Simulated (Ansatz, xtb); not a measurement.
## Relative energy of two isomers of C2H5Ge−

We compare I, `[CH2]1[CH2][GeH-]1`, a singlet, with II, `[CH2]=[Ge-][CH3]`, a singlet. Both are isolated ions in the gas phase, relaxed with PBE0-D3(BJ)/def2-SVPD.

I (Å):

```xyz
8

C    -0.6904   -0.0349    1.2639
C     0.5102   -0.3617    0.4242
Ge   -0.0562    1.6029    0.1915
H    -1.6445   -0.4874    0.9654
H    -0.5588   -0.0364    2.3520
H     1.4465   -0.5820    0.9495
H     0.3522   -1.0310   -0.4309
H     0.9158    2.1177    1.3808
```

II (Å):

```xyz
8

C    -1.0299   -0.8691    1.6717
C     0.8947    0.8983    0.2525
Ge    0.1409   -1.0139    0.2615
H    -1.6481   -1.7162    2.0021
H    -1.1849    0.0495    2.2619
H     0.4433    1.5159    1.0489
H     1.9899    0.8899    0.3971
H     0.7064    1.3905   -0.7185
```

Energies in hartree; the thermal terms are from PBE0-D3(BJ)/def2-SVPD harmonic frequencies (ideal gas, rigid rotor, one conformer each, 298.15 K, 1 atm) and include the zero-point energy:

```
                                I            II
E, CCSD(T)/def2-SVPD  −2154.231486  −2154.235786
    E, MP2/def2-SVPD  −2154.183784  −2154.186417
  E, MP2/def2-TZVPPD  −2154.608383  −2154.610575
   zero-point energy      0.058004      0.058216
        H(298 K) − E      0.063125      0.064304
        G(298 K) − E      0.031090      0.029942
```

**Question.** Correct the CCSD(T) difference for the basis set by the MP2 change, then work out ΔE, ΔE₀, ΔH and ΔG for I → II in kcal/mol (1 Eh = 627.51 kcal/mol) and the equilibrium ratio [II]/[I].

**Answer.** 1. Differences II − I: CCSD(T) −0.004300, MP2 in the small set −0.002633, MP2 in the large set −0.002192 Eh.
2. ΔE = −0.004300 + (−0.002192 − (−0.002633)) = −0.003859 Eh = −2.42 kcal/mol.
3. ΔE₀ = ΔE + ΔZPE = −0.003859 + (+0.000212) Eh = −2.29 kcal/mol.
4. ΔH = ΔE + (+0.001179) Eh = −1.68 kcal/mol.
5. ΔG = ΔE + (−0.001148) Eh = −3.14 kcal/mol, so ΔS = (ΔH − ΔG)/T = +20.5 J/(mol K).
6. kT = 0.9442 mEh, so K = [II]/[I] = exp(−ΔG/kT) = exp(+5.30) ≈ 200.

Structure II is favoured at this temperature. An error of 1 kcal/mol in ΔG would change K by a factor of 5.4. r2SCAN-D4/def2-SVPD found them nearly level. GFN2-xTB, HF/STO-3G, PBE0-D3(BJ)/def2-SVPD gave ΔE the other sign. Mirror images and further conformers aren't counted.

As drawn, II has 1 C=Ge, 1 C–H in place of 1 C–C, 1 C–Ge, 1 Ge–H. Structure I has a 3-membered ring, II no ring.

Other levels gave ΔE = +18.0 (GFN2-xTB); +13.6 (HF/STO-3G, GFN2-xTB geometries); −0.4 (r2SCAN-D4/def2-SVPD, GFN2-xTB geometries); +2.7 (PBE0-D3(BJ)/def2-SVPD); −1.8 (HF/def2-SVPD); −1.7 (MP2/def2-SVPD); −2.7 (CCSD(T)/def2-SVPD) kcal/mol. The correlated steps freeze 11 core orbitals; the filled d shell of Ge is correlated, in a basis made for valence electrons. Programs: Ansatz 0.2.0, xtb 6.7.1.

The near-balance between the isomers reflects large bonding changes that mostly cancel. Opening the ring relieves angle strain and exchanges a Ge–H bond for a stronger C–H bond, but it costs a C–C σ bond and leaves a C=Ge π bond, which is weak because the diffuse germanium p orbital overlaps poorly with carbon 2p. Both anions can keep an s-rich lone pair on germanium, so charge accommodation probably doesn't decide the order by itself.

Entropy accounts for much of the free-energy preference for II: ΔH is only −1.68 kcal/mol, against −3.14 kcal/mol for ΔG. This suggests that the open chain gains soft bending and methyl-torsion modes that the ring lacks. HF, MP2 and CCSD(T) in the same def2-SVPD basis agree on the sign, so the preference for II doesn't arise from correlation alone. The results support a modest thermodynamic preference for II rather than a precise population ratio, and without a barrier they don't show whether I would convert to II at room temperature.
